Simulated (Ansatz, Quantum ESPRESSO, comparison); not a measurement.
# Optical-mode force constant against bond length in CsCl-type mercury compounds without a Kohn-Sham gap (PBEsol, Quantum ESPRESSO)

The decision to be served is whether a relaxed bond length is enough to rank gapless CsCl-type mercury compounds by lattice stiffness, before a linear-response phonon run is paid for. The zone-centre optical mode matters in a metallic layer because its phonons scatter carriers and take up heat. We follow its force constant, which measures the restoring force when the mercury sublattice is shifted rigidly against the other one. Each value belongs to the cell relaxed at zero pressure with PBEsol, and the bond length is the nearest cation-mercury distance in that cell. The comparison is between compounds at one level of theory; no measured frequencies are set beside them.

## Method

Two-atom cubic crystals in the CsCl-type structure without a gap (compounds with Hg), one primitive cell each. The structures stem from measured cells of the Crystallography Open Database, cells from the Materials Project (structure alone), directly or through a relaxation at another level; cell and atoms were relaxed at zero pressure at each row's own level, inside the symmetry of the start, with no thermal or zero-point expansion. Program: Quantum ESPRESSO 7.5, plane waves, PBEsol, GBRV ultrasoft potentials or norm-conserving potentials with the 4f shell in the core (PseudoDojo), scalar-relativistic without spin-orbit coupling, no spin polarisation. Wave-function cutoff 544 to 789 eV (chosen for the hardest element of each cell); on the k meshes (Γ-centred) the least product of divisions and cell-vector length runs from 29 to 31 Å, relaxations included. Residual pressures at rest stay under 0.09 GPa. Occupations: cold smearing of 0.272 eV. Harmonic modes at natural masses come from linear response (density functional perturbation theory), with the acoustic sum rule imposed. The files with the 4f shell in the core were made with PBE. Some rows were kept because a run of Ansatz with the same potentials bears out their frequencies within 1 %. The tabled runs alone: cutoff 544 to 789 eV, k length 29 to 30 Å, k mesh 8×8×8.

Notes on method and selection:

- Harmonic values at the static lattice; measured values carry thermal expansion and anharmonic shifts at their temperature.
- Not every row need be the ground-state structure of its compound; cells built on the prototype or made by swapping elements need not have been synthesised.
- In cells without a Kohn-Sham gap the frequencies depend on k mesh and smearing; the size of that error was not measured for these rows.
- The 4f shell is frozen in the core as for a trivalent ion, so 4f magnetism and mixed valence are absent; the files were made for PBE.
- Spin-orbit coupling is left out; it matters most with heavy elements (here Pr, Tb, Dy, Ho, Hg).
- Where a compound was run more than once at a level, the most complete run is tabled (field response and q mesh first, then a measured start, then the densest k mesh); long lists keep known phases first.
- Of the slices of this family, only those were tabled in which the two main quantities correlate in rank and, where a line is fitted, the line explains more than half of the variance.
- Runs that did not converge, have known faults or may not be shown are not listed, and runs on Ansatz's PAW sets soft_1 and soft_2 are kept to separate tables.

Columns:

- bond length (Å): nearest cation-anion distance in the relaxed cell.
- reduced mass (u): reduced mass of the two atoms, M1·M2/(M1+M2), natural masses.
- valence electrons: valence electrons per formula unit, counted by column: the group number for groups 1 to 12 (so Cu 11, Zn 12, filled d shell included), the group number less ten for groups 13 to 17 (filled d shell left out), 3 for a lanthanide.
- potentials: potentials and smearing width; 4f-core NC: 4f shell frozen in the core; other names are published sets.
- force constant (N/m): force constant of the two sublattices against each other, reduced mass times (2πc·TO)².
- TO frequency (cm⁻¹): transverse optical mode at the zone centre (no macroscopic field); negative means imaginary.

Input lines of one member:

```
phonons
&INPUTPH
  prefix       = 'x'
  outdir       = './tmp'
  fildyn       = 'g.dyn'
  tr2_ph       = 1.0d-18
  alpha_mix(1) = 0.4
  nmix_ph      = 8
/
0.000000000 0.000000000 0.000000000
```

Command (options for logging and memory left out): `OMP_NUM_THREADS=1 mpirun -n 4 ph.x -nk 4 -in ph.in > ph.out`

## The series

| member | bond length (Å) | reduced mass (u) | valence electrons | potentials | force constant (N/m) | TO frequency (cm⁻¹) | remark |
| --- | --- | --- | --- | --- | --- | --- | --- |
| HoHg | 3.145 | ? | ? | 4f-core NC, smearing 0.27 eV | ? | ? |  |
| DyHg | 3.159 | 89.77 | 15 | 4f-core NC, smearing 0.27 eV | 40.4 | 87.4 | entry of the Crystallography Open Database |
| TbHg | 3.172 | 88.67 | 15 | 4f-core NC, smearing 0.27 eV | 39.7 | 87.1 | entry of the Crystallography Open Database |
| CaHg | 3.214 | 33.40 | 14 | GBRV ultrasoft, smearing 0.27 eV | 36.0 | 135.2 | from the Materials Project, whose computed structures hold known and hypothetical phases |
| PrHg | 3.277 | 82.77 | 15 | 4f-core NC, smearing 0.27 eV | 34.6 | 84.2 | entry of the Crystallography Open Database |

Cells marked ? are withheld until the estimate has been made.

Least-squares fits to the members shown, with x = bond length (Å); R² and errors in the fitted variable (y, or ln y where the fit is in ln y):

| y | members | fit | R² | rms residual | leave-one-out rms | the same for the mean of the others |
| --- | --- | --- | --- | --- | --- | --- |
| force constant (N/m) | 4 | ln y = 8.713 − 4.367 ln x | 0.92 | 0.018 | 0.052 | 0.087 |
| TO frequency (cm⁻¹) | 4 | ln y = 3.987 + 0.5004 ln x | 0.00 | 0.20 | 0.56 | 0.26 (fit no better) |

## The trend and its physics

The force constant falls at every step as the bond lengthens, from 40.4 N/m in DyHg to 34.6 N/m in PrHg. Between these two the logarithmic slope is ln(34.6 / 40.4) / ln(3.277 / 3.159) = −4.23, so a bond longer by 1 % goes with a force constant lower by about 4 %. TbHg lies on the same power law to within the printed rounding.

The likely reason is short-range repulsion. For a central pair potential $\phi$ between the eight nearest neighbours, the force constant is $K = \tfrac{8}{3}(\phi'' + 2\phi'/d)$, where $d$ is the bond length. The curvature $\phi''$ drops quickly as the ions move apart, while metallic screening weakens the long-range Coulomb part. Along the lanthanides the bond shortens because the added 4f electrons shield the nuclear charge incompletely. With that shell frozen in the core, the calculation keeps this contraction but no 4f bonding or magnetism.

CaHg is softer than its bond length suggests. The lanthanide power law gives 34.6 × (3.277 / 3.214)^4.23 = 37.6 N/m at its distance, against 36.0 N/m calculated, a shortfall of about 4 %. Calcium brings one valence electron fewer, which may weaken the bonding; the change of potential family is an unlikely cause, since a second program with norm-conserving potentials gives nearly the same frequency.

The frequency does not follow the bond length. CaHg vibrates 135.2 / 87.1 = 1.55 times as fast as TbHg despite its smaller force constant, because its reduced mass is 33.40 u instead of 88.67 u.

For screening, bond length ranks these four compounds correctly by force constant. That is limited support for a wider rule, because the series was tabled only after the two quantities had been found to correlate.

## An estimate before looking

Plain estimates from the members shown:

- HoHg, fit at x = 3.145: 40.8 N/m (an extrapolation)

HoHg has the shortest bond of the series, 3.145 Å, and continues the lanthanide row just beyond DyHg. It shares the trivalent cation, the valence-electron count and the type of potential with DyHg, TbHg and PrHg, so we use the power law of these three.

The fit to all four members gives 40.8 N/m, but CaHg pulls it down: at DyHg it falls roughly 0.4 N/m short of the calculated value, and it is low by a similar amount at TbHg.

The lanthanide route can be tried on DyHg. TbHg and PrHg alone give an exponent of ln(39.7 / 34.6) / ln(3.277 / 3.172) = 4.22, and hence 39.7 × (3.172 / 3.159)^4.22 = 40.4 N/m for DyHg, equal to the tabled value.

For HoHg we start from DyHg and use the exponent 4.23 found between DyHg and PrHg: 40.4 × (3.159 / 3.145)^4.23 = 41.2 N/m. The step in bond length is only 0.014 Å, so a change of 0.5 in the exponent would move the result by about 0.1 N/m. No further shift is applied, since the heavier holmium nucleus changes the frequency but not the force constant.

The scatter of the three lanthanides about the power law is below 0.1 N/m. Three points are few, and the error from k mesh and smearing was not measured, so we widen the standard deviation to 0.3 N/m.

**Committed estimate, HoHg: force constant = 41.2 ± 0.3 N/m.**

## Outcome

| member | bond length (Å) | reduced mass (u) | valence electrons | potentials | force constant (N/m) | TO frequency (cm⁻¹) | remark |
| --- | --- | --- | --- | --- | --- | --- | --- |
| HoHg | 3.145 | 90.51 | 15 | 4f-core NC, smearing 0.27 eV | 41.3 | 88.0 | entry of the Crystallography Open Database |

| member | estimate | force constant (N/m) | computed | estimate − computed | miss in error bars |
| --- | --- | --- | --- | --- | --- |
| HoHg | committed | 41.2 | 41.3 | −0.1 | 0.3 |
| HoHg | fit | 40.8 | 41.3 | −0.5 |  |

The estimate of 41.2 N/m for HoHg falls 0.1 N/m below the computed 41.3 N/m, well inside its error bar of 0.3 N/m. That bar speaks for the step along the lanthanide row at these settings, not for the error of the settings themselves. The four-member fit gave 40.8 N/m and missed by 0.5 N/m.

Treating the lanthanides as a series of their own was the better choice, because CaHg pulls the common fit down. The test was a mild one: HoHg lies only 0.014 Å beyond DyHg, and carrying over DyHg's 40.4 N/m unchanged would have missed by just 0.9 N/m.

The result agrees with a force constant that stiffens steadily as the lanthanide contraction shortens the bond. It does not show how much of the stiffening comes from short-range repulsion and how much from changes in metallic bonding, since both vary along with the bond length.

## Outliers

Least-squares fits to the whole series, with x = bond length (Å); R² and errors in the fitted variable (y, or ln y where the fit is in ln y):

| y | members | fit | R² | rms residual | leave-one-out rms | the same for the mean of the others |
| --- | --- | --- | --- | --- | --- | --- |
| force constant (N/m) | 5 | ln y = 8.894 − 4.521 ln x | 0.94 | 0.017 | 0.042 | 0.087 |
| TO frequency (cm⁻¹) | 5 | ln y = 2.655 + 1.633 ln x | 0.02 | 0.18 | 0.43 | 0.22 (fit no better) |

Largest departures from the fit to the whole series:

| member | force constant (N/m) | fit | computed − fit | computed / fit | in rms residuals (of ln y) |
| --- | --- | --- | --- | --- | --- |
| CaHg | 36.0 | 37.2 | −1.2 | 0.97 | 1.9 |
| PrHg | 34.6 | 34.1 | +0.5 | 1.02 | 1.0 |
| HoHg | 41.3 | 41.0 | +0.3 | 1.01 | 0.4 |
| TbHg | 39.7 | 39.5 | +0.2 | 1.01 | 0.4 |

CaHg lies farthest from the fit to the whole series, at 36.0 N/m against 37.2 N/m, or 3 % too soft. The missing valence electron would have the right sign if it weakens the bonding, but with only one compound of 14 valence electrons the table cannot test this.

How much of the gap is numerical remains open. Before the outcome we called the change of potential family an unlikely cause, which went further than the evidence. The second program does give nearly the same frequency for CaHg with norm-conserving potentials, but in the cell relaxed with the ultrasoft ones. It therefore tests neither the bond length nor the lanthanide files, which were made for PBE and serve here with PBEsol.

For the lanthanide compounds the second program uses the same potentials and the same cutoff as here, and it warns that this cutoff is below the recommended one. Our description of the cutoff as chosen for the hardest element is thus no proof that it suffices, and its error was not measured. Even with these settings shared, the second program gives slightly lower frequencies for the lanthanide compounds. A frequency lower by up to 1 % means a force constant lower by up to 2 %, which would bring the lanthanides closer to CaHg. The effect of the valence electron cannot be separated from that of the potentials here.

PrHg lies 0.5 N/m above the fit, but this reflects the pull of CaHg on the line. A power law drawn through HoHg and PrHg alone has the exponent ln(41.3 / 34.6) / ln(3.277 / 3.145) = 4.31 and meets DyHg and TbHg to about 0.1 N/m, so PrHg needs no chemical explanation of its own.

## Summary

Between 3.145 and 3.277 Å, the four lanthanide compounds follow one power law. Near DyHg, a lanthanide compound with a bond longer by 0.01 Å has a force constant lower by 40.4 × 4.31 × 0.01 / 3.159 = 0.55 N/m. For the mixed series the leave-one-out error is about 4 %, against 9 % for the mean of the others, so bond length helps there too, though less sharply. It puts all five compounds in the order of their calculated force constants, but in a series selected for such a correlation. The place of CaHg among the lanthanides also rests on comparing two kinds of potential, and the error this brings was not measured.

Carrier scattering depends on the electron-phonon coupling and on how many phonons are present. The phonon number follows from the frequency, which needs the reduced mass as well as the force constant. With 8.07 cm⁻¹ per meV, the optical phonon has 88.0 / 8.07 = 10.9 meV in HoHg and 135.2 / 8.07 = 16.8 meV in CaHg. Both lie below the thermal energy at room temperature, roughly 25 meV, so these modes are well populated in a working device.

Thermal expansion, which is left out here, should lower the force constant, but the table does not tell by how much. The exponent 4.31 compares different compounds, each at its own rest length, whereas heating stretches one and the same compound beyond that length. The force constant may then fall considerably faster with the bond length. To find out, one would have to calculate the phonons of one compound in several stretched cells. The order of close neighbours such as DyHg and TbHg, only 40.4 − 39.7 = 0.7 N/m apart, is therefore claimed for the static lattice alone.

[Logs are printed without paths, hosts, clocks, repeated set-up lines and the standing remarks that a program may print on its own settings, such as how far it seeks lower states.]
